# How deep does the valence band of WSe₂ reach?

A filled band holds two electrons per unit cell. In this crystal the filled bands crowd together at roughly four or five states per electronvolt and cell, so half an electronvolt of energy holds about two electrons. These two rough numbers turn a density of states into an account of electrons, and the account can be used to look below the lowest energy for which results are shown.

WSe₂ in an unrelaxed 6-atom cell, computed with Ansatz 0.2.0: PBE, scalar-relativistic, not spin-polarised, plane waves with generated PAW datasets, 420 eV cutoff, 9×9×2 k-mesh, Fermi-Dirac filling of width 0.1 eV. Densities of states (tetrahedron method) are means over 0.50 eV bins, and the orbital parts are summed over the atoms of each element.

| bin centre from the Fermi level (eV) | total (states/eV/cell) | on Se p (states/eV/cell) | on W d (states/eV/cell) | on W s (states/eV/cell) |
| --- | --- | --- | --- | --- |
| -7.78 | ? | ? | ? | ? |
| -7.28 | ? | ? | ? | ? |
| -6.78 | ? | ? | ? | ? |
| -6.28 | 4.46 | 2.82 | 0.97 | 0.45 |
| -5.78 | 4.72 | 3.12 | 1.24 | 0.17 |
| -5.28 | 3.28 | 2.16 | 0.73 | 0.17 |
| -4.78 | 5.74 | 3.55 | 1.60 | 0.18 |
| -4.28 | 3.42 | 2.24 | 0.96 | 0.06 |
| -3.77 | 5.82 | 3.62 | 2.00 | 0.04 |
| -3.27 | 3.57 | 2.06 | 1.38 | 0.02 |
| -2.77 | 7.98 | 5.20 | 2.39 | 0.04 |
| -2.27 | 5.36 | 3.60 | 1.56 | 0.02 |
| -1.77 | 3.58 | 1.87 | 1.55 | 0.03 |
| -1.27 | 5.28 | 1.69 | 3.35 | 0.06 |
| -0.78 | 1.01 | 0.25 | 0.71 | 0.01 |
| -0.28 | 0.00 | 0.00 | 0.00 | 0.00 |
| 0.23 | 0.00 | 0.00 | 0.00 | 0.00 |
| 0.72 | 0.82 | 0.26 | 0.50 | 0.01 |
| 1.23 | 5.20 | 1.34 | 3.50 | 0.11 |
| 1.73 | 9.17 | 2.63 | 5.94 | 0.18 |
| 2.23 | 5.92 | 2.16 | 3.29 | 0.07 |
| 2.73 | 3.98 | 1.61 | 2.00 | 0.02 |
| 3.23 | 4.00 | 1.77 | 1.82 | 0.10 |

## Reading the table

The total is the number of states per electronvolt in one cell, with both spins counted. The other columns give the parts that lie on the p orbitals of selenium and on the d and s orbitals of tungsten. Energies are measured from the Fermi level, which sits inside the gap.

Just below the gap, in the row at -0.78 eV, most of the density is on W d. From -1.77 eV downward Se p leads in every row shown, but W d never disappears. The picture of a pure selenium band below a pure tungsten band is therefore too simple: the two kinds of orbital mix and share the states.

In the lowest row with results, at -6.28 eV, the total is still 4.46 states/eV/cell. The curve gives no sign that the band is about to end. **What do the three rows below it hold?**

## Counting the electrons

Each tungsten atom brings six outer electrons and so does each selenium atom. With two W and four Se in the cell, that makes 36. Eight of them fill the Se 4s bands, which ordinary chemistry places well below this energy window. The Se p and W d bands must therefore take up 28 electrons.

The calculation itself handles 92 electrons per cell, because it includes some inner shells. Taking away Se 3d, W 5s and W 5p (56 electrons) and the eight in Se 4s leads to the same 28. The gap makes the count sharp, since every band below it is full.

Multiplying each total by the bin width of 0.50 eV and adding up the filled rows gives 27.11 electrons. What remains for the three lowest rows together is

$$28-27.11=0.89\ \text{electrons}.$$

If the density of the row at -6.28 eV simply continued through all three bins, they would hold $1.5\times4.46\approx6.7$ electrons. The density must therefore fall steeply, although the visible part of the curve doesn't show it.

## Spreading out the remainder

The count fixes the sum of the three rows but not its distribution. For that a picture of the band bottom is needed. WSe₂ consists of layers, and an electron moves much more easily within a layer than across to the next. Near its lowest energy a band then resembles a free particle in two dimensions, with energy $E=\hbar^2k^2/2m$ above the bottom, where $k$ is the wave number and $m$ the effective mass.

The states up to $E$ fill a circle of area $\pi k^2$. With both spins and a cell of area $A$ in the plane, their number is

$$N=2\,\frac{A}{(2\pi)^2}\,\pi k^2=\frac{mA}{\pi\hbar^2}\,E .$$

$N$ grows in proportion to $E$, so the density is constant from the bottom upward. If electrons could not cross between the layers at all, the band would thus begin with a step rather than a slow rise.

The cell contains two layers and so has two such bands. I let both start at the same energy, although coupling between the layers can split them. With the lattice constant rounded to 3.3 Å and the mass of a free electron, they supply 0.79 states/eV/cell. Bands made from fairly compact orbitals are usually flatter and hence heavier, so I guess a mass of 2, which doubles the density to 1.58.

Now the remainder can be poured in from the top. The bin at -6.78 eV takes $0.5\times1.58=0.79$ electrons. The other 0.10 goes into the next bin, where it amounts to a mean density of 0.2, and nothing is left for the lowest one.

The error bars come from two limits. With a mass of 1 the electrons spread over all three bins; with a very heavy mass they all crowd into the nearest one.

## Which orbitals?

At the bottom of a band the orbitals combine with as many bonds in phase as possible. The W 6s orbital has the same sign in all directions and can join such a combination, so its share should rise towards the bottom. That W d will pay for this is a guess, because symmetry also admits one of the d orbitals, $d_{z^2}$, to the same combination. For the rise of W s the table lends some support, through a W s share that grows from about 4 to 10 per cent between -5.78 and -6.28 eV.

I let the share of each orbital change by the same step again for every further bin and allow an error of 10 percentage points. Two rows are a thin basis for such a step. The forecasts, with ranges in brackets, are in states/eV/cell:

| Bin centre (eV) | Total | On Se p | On W d | On W s |
|---|---|---|---|---|
| -6.78 | 1.6 (0.8 to 1.8) | 0.95 (0.40 to 1.3) | 0.27 (0.06 to 0.50) | 0.26 (0.05 to 0.49) |
| -7.28 | 0.2 (0 to 0.8) | 0.12 (0 to 0.53) | 0.03 (0 to 0.18) | 0.05 (0 to 0.26) |
| -7.78 | 0 (0 to 0.2) | 0 (0 to 0.13) | 0 (0 to 0.04) | 0 (0 to 0.08) |

In words: a sharp drop, a small remnant, then an empty bin, with Se p in the lead as long as there are states at all.

## The computed rows

The withheld rows as computed:

| bin centre from the Fermi level (eV) | total (states/eV/cell) | on Se p (states/eV/cell) | on W d (states/eV/cell) | on W s (states/eV/cell) |
| --- | --- | --- | --- | --- |
| -7.78 | 0.00 | 0.00 | 0.00 | 0.00 |
| -7.28 | 0.06 | 0.04 | 0.01 | 0.01 |
| -6.78 | 1.69 | 1.10 | 0.30 | 0.20 |

All the values lie within their ranges. The three rows together hold 0.875 electrons, against the 0.89 expected, and the rounding of the printed densities can account for the difference. The steep fall is there: from one bin to the next the density drops to less than half.

## What the distribution teaches

The forecast for -6.78 eV was about 7 per cent below the computed 1.69. At -7.28 eV it was more than three times too high, 0.20 against 0.06. These are nearly one and the same miss, because the sum was fixed in advance: whatever the upper bin gains, the lower one must lose.

The electrons thus sit closer to the rest of the band than I had assumed. A slightly heavier mass would do this, and so would a density that rises away from the bottom, whether through coupling between the layers or because a further band sets in. Two bins can't tell these explanations apart.

The remnant at -7.28 eV amounts to only 0.03 electrons. On the 9×9×2 mesh a single point carries $2/162\approx0.01$ electrons per band, so the remnant corresponds to a few mesh points. It suggests that the band ends in this bin, but its exact size should not be trusted.

## What the orbitals teach

At -6.78 eV Se p leads, as forecast, and the W d share falls to 18 per cent, close to the 17 expected. The W s share does rise, but only to 12 per cent instead of 17. The jump between the two rows above was not a steady trend, and continuing it overstated the role of W s.

The expected exchange between the two tungsten orbitals is also only half right. W d loses about four percentage points of share from -6.28 to -6.78 eV, while W s gains about two. Se p gains about as much, although its share was forecast to shrink. Gains this small carry little weight, since such shares depend on how the states are projected onto orbitals. The few per cent missing from the listed columns lie mostly on Se s. What the row does show is a strong selenium character, with tungsten taking part through both kinds of orbital. That these states are bonding remains an argument, because shares alone don't reveal the phases of the orbitals.

## Using the count elsewhere

The method carries over to any crystal with a gap. Count the outer electrons, take away the shells that lie outside the window, and integrate the density of states up to the gap. If the integral falls short, the window has cut off part of the band, and the shortfall tells how much. Here the sum reveals that a window ending at -6.53 eV is incomplete, although less than one electron in 28 is missing.

The total of 28 is a matter of bookkeeping and would come out the same with any density functional that keeps the gap and leaves the Se 4s bands below the window. How many of these electrons fall in a given bin does depend on the functional. The energies are less secure. Spin-orbit coupling, which this calculation leaves out, and a relaxation of the cell can both shift bands, and a shift of a tenth of an electronvolt is enough to move states from one bin to its neighbour.

The output printed below gives the count, which rests on the filled rows above -6.5 eV, and the forecasts with their misses; the computed values of the three lowest rows entered neither the count nor the forecasts, only the comparison afterwards.

The analysis program printed:

```
electrons due in the Se p and W d bands per cell: 28
electrons counted in the printed filled rows per cell: 27.11
electrons left for the three withheld rows per cell: 0.89
density of two layer bands of mass 1 in states/eV/cell: 0.7879
band bottom for the guessed mass 2 in eV: -7.095
total forecast at -7.78 and -7.28 and -6.78 eV in states/eV/cell: 0, 0.2041, 1.576
total low end of range in the same rows: 0, 0, 0.7879
total high end of range in the same rows: 0.2041, 0.7879, 1.84
Se p forecast in the same rows in states/eV/cell: 0, 0.1173, 0.9511
Se p low end of range: 0, 0, 0.3968
Se p high end of range: 0.1319, 0.5317, 1.295
W d forecast in the same rows in states/eV/cell: 0, 0.02594, 0.2715
W d low end of range: 0, 0, 0.05694
W d high end of range: 0.03712, 0.1789, 0.501
W s forecast in the same rows in states/eV/cell: 0, 0.04709, 0.2612
W s low end of range: 0, 0, 0.05183
W s high end of range: 0.08075, 0.2605, 0.489
total computed in the same rows in states/eV/cell: 0, 0.06, 1.69
total miss as forecast less computed: 0, 0.1441, -0.1141
Se p computed in states/eV/cell: 0, 0.04, 1.1
Se p miss as forecast less computed: 0, 0.07735, -0.1489
W d computed in states/eV/cell: 0, 0.01, 0.3
W d miss as forecast less computed: 0, 0.01594, -0.02853
W s computed in states/eV/cell: 0, 0.01, 0.2
W s miss as forecast less computed: 0, 0.03709, 0.06124
electrons computed in the three withheld rows per cell: 0.875
Se p share at -6.78 and -6.28 and -5.78 eV in percent: 65.09, 63.23, 66.1
W d share in the same three rows in percent: 17.75, 21.75, 26.27
W s share in the same three rows in percent: 11.83, 10.09, 3.602
```
